\section*{Worked problem: the actively mode-locked Nd:YAG pulse}

\subsection*{Statement}

A linear Nd:YAG laser ($\lambda = 1064$ nm) is mode locked by a loss modulator next to one end mirror. The modulation frequency equals the axial mode spacing. Gains and losses $g$, $l$, $M$ are \emph{amplitude} exponents per \emph{round trip}, so a power factor is $e^{2g}$. The envelope $A(T,t)$ is normalised so that $|A|^2$ is the power. $T$ is the slow time over many round trips, $t$ the fast time measured from the modulator's transmission maximum, and a component detuned by $\omega$ from line centre varies as $e^{i\omega t}$.

Data. Material values are typical or approximate, the others are assumed design values.
\begin{itemize}
\item Modulation frequency $f_m = 100$ MHz, round-trip loss $q(t) = M(1-\cos\omega_m t)$, $\omega_m = 2\pi f_m$, $M = 0.20$.
\item Homogeneous Lorentzian line, FWHM $\Delta\nu_g = 120$ GHz (typical).
\item Output mirror reflectance $0.90$, other round-trip power loss $5\%$.
\item Average output power $0.50$ W.
\item Crystal length $L_c = 1.0$ cm, mode radius $w = 0.30$ mm ($1/e^2$ intensity), crystal 30 cm from the nearer mirror.
\item Emission cross section $\sigma \approx 2.8\times10^{-19}$ cm$^2$, upper-state lifetime about $230\ \mu$s, $n_2 \approx 7\times10^{-16}$ cm$^2$/W.
\item Round-trip group-delay dispersion of the optics $D_2 = 3000$ fs$^2$. The mode in the modulator is wide enough that its Kerr effect is ignored.
\end{itemize}

Find: (a) the master equation and its eigenfunctions; (b) the saturated gain and pulse width; (c) the bandwidth, time--bandwidth product and peak power; (d) the eigen-gains and the pulse-forming time; (e) the tolerance on cavity length; (f) the size of the neglected terms.

\subsection*{Solution}

Intermediate values are carried unrounded.

\paragraph{(a) Master equation.}
Round-trip time $T_R = 1/f_m = 10$ ns, optical length $c/2f_m = 1.499$ m. The lifetime is much longer than $T_R$, so the gain follows the average power and is taken as a constant $g$ during the pulse. The complex Lorentzian gain, with $\Omega_g = \pi\Delta\nu_g$ the half width in angular frequency, is
\begin{equation}
g(\omega) = \frac{g}{1+i\omega/\Omega_g}
\;\to\;
g\left[1 - \frac{\partial_t}{\Omega_g} + \frac{\partial_t^2}{\Omega_g^2} - \frac{\partial_t^3}{\Omega_g^3} + \dots\right],
\label{eq:gain}
\end{equation}
using $i\omega \to \partial_t$. The first-derivative term is a delay $g/\Omega_g$ and is counted in $T_R$. The second-derivative term is the gain filter: it broadens the pulse like diffusion, with $D_g = g/\Omega_g^2$. One round trip applies $e^{-l}e^{-q(t)}e^{g(\omega)}$. The constants $g$ and $l$ commute with everything and need not be small. If the shaping by filter and modulator is small per round trip, the exponents add and
\begin{equation}
T_R\,\partial_T A = \left[g - l + D_g\,\partial_t^2 - M(1-\cos\omega_m t)\right]A .
\label{eq:master}
\end{equation}
This is the master equation in the form of Haus (1975). The Gaussian pulse itself is due to Kuizenga and Siegman (1970). For a pulse much shorter than the period, $M(1-\cos\omega_m t) \approx M_s t^2$ with $M_s = M\omega_m^2/2$. Set $\xi = t/\tau$ and choose $\tau$ so that both shaping terms get the same coefficient $\epsilon$:
\begin{equation}
\epsilon \equiv \frac{D_g}{\tau^2} = M_s\tau^2
\quad\Rightarrow\quad
\tau^4 = \frac{D_g}{M_s} = \frac{2g}{M\omega_m^2\Omega_g^2},
\qquad
\epsilon = \sqrt{D_gM_s} .
\label{eq:tau}
\end{equation}
Then $T_R\partial_TA = [g-l+\epsilon(\partial_\xi^2-\xi^2)]A$, a harmonic oscillator in imaginary time. Since $(\partial_\xi^2-\xi^2)H_ne^{-\xi^2/2} = -(2n+1)H_ne^{-\xi^2/2}$,
\begin{equation}
A_n = H_n(t/\tau)\,e^{-t^2/2\tau^2}\,e^{\lambda_nT/T_R},
\qquad
\lambda_n = g - l - M\omega_m^2\tau^2\left(n+\tfrac12\right),
\label{eq:eig}
\end{equation}
with $M\omega_m^2\tau^2 = 2\epsilon$. The mode $n=0$ has the highest net gain. It grows until saturation lowers $g$ to $\lambda_0 = 0$, and then $\lambda_n = -2n\epsilon < 0$ for all $n\ge1$. The steady state is $A = A_0\exp(-t^2/2\tau^2)$, real and therefore free of chirp.

\paragraph{(b) Gain and width.}
Inputs:
\begin{align}
\omega_m &= 6.283\times10^{8}\ \mathrm{s^{-1}}, \qquad
\Omega_g = 3.770\times10^{11}\ \mathrm{s^{-1}}, \qquad
\omega_m/\Omega_g = 1/600, \\
l &= -\tfrac12\ln(0.90\times0.95) = 0.078327 .
\end{align}
The modulator's round-trip power transmission at its loss maximum is $e^{-4M} = 0.449$. The condition $\lambda_0=0$ reads $g = l+\epsilon$ with $\epsilon = b\sqrt g$, a quadratic in $\sqrt g$:
\begin{equation}
b = \frac{\omega_m}{\Omega_g}\sqrt{\frac M2} = 5.27\times10^{-4},
\qquad
\sqrt g = \tfrac12\left(b+\sqrt{b^2+4l}\right).
\end{equation}
Result: $g = 0.078475$, $\epsilon = 1.48\times10^{-4}$. Half of $\epsilon$ is lost in the modulator and half in the filter, as for the potential and kinetic energy of an oscillator. Setting $g = l$ in \eqref{eq:tau} would shorten $\tau$ by the fraction $4.7\times10^{-4}$ only. The coefficients are
\begin{equation}
D_g = 0.552\ \mathrm{ps^2}, \qquad M_s = 3.95\times10^{-8}\ \mathrm{ps^{-2}},
\end{equation}
and with $2g/M = 0.785$
\begin{equation}
\tau = \left(\frac{2g}{M}\right)^{1/4}\frac{1}{\sqrt{\omega_m\Omega_g}}
= 0.941\times65.0\ \mathrm{ps} = 61.2\ \mathrm{ps}.
\end{equation}
The power $|A|^2\propto e^{-t^2/\tau^2}$ falls to one half at $t = \tau\sqrt{\ln2}$, so the FWHM is $\tau_p = 2\sqrt{\ln2}\,\tau = 1.665\,\tau$. With $\omega_m\Omega_g = 2\pi^2f_m\Delta\nu_g$,
\begin{equation}
\tau_p = \frac{\sqrt{2\ln2}}{\pi}\left(\frac{2g}{M}\right)^{1/4}\frac{1}{\sqrt{f_m\Delta\nu_g}}
= 0.375\times0.941\times289\ \mathrm{ps} = 102\ \mathrm{ps}.
\label{eq:ks}
\end{equation}
The prefactor depends on how gain and modulation depth are defined (amplitude or power, single pass or round trip), the scaling does not. The scale is the geometric mean of the modulation period and the inverse gain width. The dependence on $M$ is weak: $M = 0.10$ gives $121$ ps, and halving $\tau_p$ at fixed $g$ needs 16 times the depth.

\paragraph{(c) Spectrum and peak power.}
The Fourier transform of $e^{-t^2/2\tau^2}$ is proportional to $e^{-\omega^2\tau^2/2}$. The power spectrum $e^{-\omega^2\tau^2}$ has FWHM $2\sqrt{\ln2}/\tau$ in $\omega$. Hence
\begin{equation}
\Delta\nu_p = \frac{\sqrt{\ln2}}{\pi\tau} = 4.33\ \mathrm{GHz},
\qquad
\tau_p\,\Delta\nu_p = \frac{2\ln2}{\pi} = 0.441 .
\end{equation}
About $\Delta\nu_p/f_m = 43$ axial modes lie within the FWHM, and the pulse uses $3.6\%$ of the gain width. The output pulse energy is $0.50\ \mathrm{W}\times10\ \mathrm{ns} = 5.0$ nJ. From $E = \int|A|^2dt = \sqrt\pi\,\tau|A_0|^2$,
\begin{equation}
P_{\rm peak} = \frac{E}{\sqrt\pi\,\tau} = 46.1\ \mathrm{W}.
\end{equation}
Inside, incident on the mirror of $10\%$ transmission: $E = 50$ nJ and $P_{\rm peak} = 461$ W.

\paragraph{(d) Eigen-gains and pulse formation.}
In steady state $\lambda_n = -2n\epsilon$. The amplitude of mode $n$ decays with time constant $T_R/2n\epsilon$.
\begin{center}
\begin{tabular}{ccc}
$n$ & $\lambda_n$ ($10^{-4}$ per round trip) & decay time ($\mu$s) \\ \hline
1 & $-2.95$ & 33.9 \\
2 & $-5.91$ & 16.9 \\
3 & $-8.86$ & 11.3
\end{tabular}
\end{center}
The mode $n=1$ is a timing shift, since $\partial_tA_0\propto tA_0$. The mode $n=2$ contains the change of width. Being orthogonal to the ground mode, these perturbations leave the pulse energy, and thus $g$, unchanged to first order. A timing shift relaxes in $1/2\epsilon = 3.39\times10^3$ round trips.

Formation from a single-mode cw field, with $g$ held near its saturated value: insert $A = \exp[\beta(N)-a(N)t^2/2]$, $N = T/T_R$. The $t^2$ terms give
\begin{equation}
\frac{da}{dN} = 2M_s - 2D_ga^2, \quad a(0)=0
\quad\Rightarrow\quad
a(N) = \frac{\tanh(2\epsilon N)}{\tau^2}.
\end{equation}
The width $a^{-1/2}$ is within $10\%$ of $\tau$ when $\tanh(2\epsilon N) = 1/1.1^2$, that is $2\epsilon N = 1.177$, $N = 3.99\times10^3$, $T = 39.9\ \mu$s. At early times $a\approx2M_sN$: the modulator alone acts and the width falls as $N^{-1/2}$. Active locking is slow because the modulator's shaping per round trip, $M_s/a$, weakens as the pulse shortens.

\paragraph{(e) Detuning.}
Let the group round-trip time exceed the modulator period by $T_d$. In the modulator's frame $A(t)\to A(t-T_d)$ per round trip, which adds $-T_d\partial_t$ to the bracket of \eqref{eq:master}. Try $A = \exp[-(t-t_0)^2/2\tau^2]$:
\begin{equation}
\lambda = g-l+D_g\left[\frac{(t-t_0)^2}{\tau^4}-\frac1{\tau^2}\right] - M_st^2 + T_d\,\frac{t-t_0}{\tau^2}.
\end{equation}
The $t^2$ terms cancel for the same $\tau$. The linear terms cancel if $2D_gt_0/\tau^4 = T_d/\tau^2$. The constants give the eigenvalue:
\begin{equation}
t_0 = \frac{T_d\,\tau^2}{2D_g},
\qquad
\lambda = g-l-\epsilon-\frac{T_d^2}{4D_g}.
\end{equation}
A long cavity parks the pulse on the late side of the window, where the modulator trims the trailing edge and so moves the centre forward by $T_d$ each round trip. The extra loss equals $M_st_0^2$. The offset reaches $t_0=\tau$, and the shaping loss doubles to $2\epsilon$, at
\begin{equation}
T_d = \frac{2D_g}{\tau} = 18.1\ \mathrm{fs},
\qquad
\delta L = \frac{cT_d}{2} = 2.71\ \mu\mathrm{m},
\qquad
|\delta f_m| = f_m^2T_d = 181\ \mathrm{Hz}.
\end{equation}
This sets the scale of the tolerance. The drift term makes the operator non-Hermitian. For offsets of several $\tau$, noise that starts at the window centre sees more gain than the pulse and grows transiently while it drifts, although all $\lambda_{n\ge1}$ stay negative. The delay of the gain line, $g/\Omega_g = 208$ fs, is $11.5$ times this $T_d$. The modulator must therefore be matched to the group round-trip time of the running laser, not to that of the unpumped cavity.

\paragraph{(f) Neglected terms.}
Each is compared with the shaping per round trip, $\epsilon = 1.48\times10^{-4}$.
\begin{itemize}
\item \emph{Discrete round trips.} The commutator of filter and modulator is of order $\epsilon^2$. It makes the width differ before and after the modulator by a fraction of order $\epsilon$.
\item \emph{Modulator shape.} $\omega_m\tau = 0.0384$. The quartic term of the cosine adds $+M\omega_m^4t^4/24$ to the bracket. With $\langle t^4\rangle = 3\tau^4/4$ it lowers the loss $\epsilon$ by the fraction $(\omega_m\tau)^2/16 = 9.2\times10^{-5}$.
\item \emph{Line shape.} $\Omega_g\tau = 23.1$. The cubic term of \eqref{eq:gain} has relative size $1/\Omega_g\tau = 0.043$. It is odd in $t$, so in first order it mixes in odd modes only and changes timing and symmetry, not the width. Its second order and the quartic term enter at $(\Omega_g\tau)^{-2} = 1.9\times10^{-3}$.
\item \emph{Dispersion.} The term $\tfrac{i}{2}D_2\partial_t^2$ stands beside $D_g\partial_t^2$ in the ratio $D_2/2D_g = 2.7\times10^{-3}$.
\item \emph{Gain depletion within the pulse.} The intensity-weighted fluence of a Gaussian mode is $E/\pi w^2 = 1.77\times10^{-5}$ J/cm$^2$, with $\pi w^2 = 2.83\times10^{-3}$ cm$^2$. The saturation fluence is $hc/\lambda\sigma = 0.667$ J/cm$^2$. Each pass carries $g/2$ and depletes the inversion by the ratio of the two, so the round-trip gain falls by $2.1\times10^{-6}$ from front to back of the pulse, which is $0.014\,\epsilon$. It acts mainly as a slope in $t$ and shifts the pulse slightly earlier.
\item \emph{Spatial hole burning.} The pulse is $c\tau_p = 3.05$ cm long, short against the 30 cm to the mirror. It does not overlap itself in the crystal and writes no standing-wave grating there. A crystal at the mirror would change the saturated line shape and fall outside \eqref{eq:master}.
\item \emph{Self-phase modulation.} The mode-averaged peak phase for two passes is
\begin{equation}
\phi = \frac{2\pi}{\lambda}\,n_2\,(2L_c)\,\frac{P_{\rm peak}}{\pi w^2} = 1.3\times10^{-5}\ \mathrm{rad},
\qquad r = \phi/\epsilon = 0.091,
\end{equation}
with $P_{\rm peak}/\pi w^2 = 1.63\times10^5$ W/cm$^2$. With the time dependence $e^{i\omega t}$ a positive $n_2$ retards the phase, so near the peak each round trip multiplies $A$ by $e^{-i\phi(1-t^2/\tau^2)}$. This adds $+i\phi t^2/\tau^2 = irM_st^2$ to the bracket, so $M_s\to M_s(1-ir)$. For $A = e^{-Qt^2/2}$ one has $D_gQ^2 = M_s(1-ir)$ and
\begin{equation}
Q\tau^2 = \sqrt{1-ir} = 1-\frac{ir}{2}+\frac{r^2}{8}+\dots
\end{equation}
The chirp parameter $\mathrm{Im}\,Q/\mathrm{Re}\,Q\approx -r/2$ is $-0.046$. The instantaneous detuning $-t\,\mathrm{Im}\,Q$ rises with $t$, an up-chirp. The time--bandwidth product grows by the factor $\sqrt{1+r^2/4}$, a fraction $r^2/8 = 1.0\times10^{-3}$. This is a rough estimate, since the parabola overstates the phase curvature in the wings.
\end{itemize}
All corrections to the width and bandwidth are at most a few parts in $10^3$, which supports three figures. Self-phase modulation is the term that scales with power. At fixed $\tau$ and geometry, $r$ reaches 1 at $0.50\ \mathrm{W}/r\approx5.5$ W of output. There a phase of only $1.5\times10^{-4}$ rad per round trip rivals the modulator, and the chirp-free Gaussian with product $0.441$ no longer holds.

\paragraph{Result.}
For the assumed resonator the model gives $\tau = 61.2$ ps, $\tau_p = 102$ ps, $\Delta\nu_p = 4.33$ GHz, $46.1$ W peak output and a length tolerance of a few micrometres. Loss-modulated Nd:YAG lasers near this repetition rate typically emit pulses of roughly 100 ps. The values of $M$ and $l$ were chosen to reproduce that typical behaviour, so 102 ps is the model's number and no test of the theory. What the theory fixes is the scaling $\tau_p\propto(g/M)^{1/4}(f_m\Delta\nu_g)^{-1/2}$ of \eqref{eq:ks}.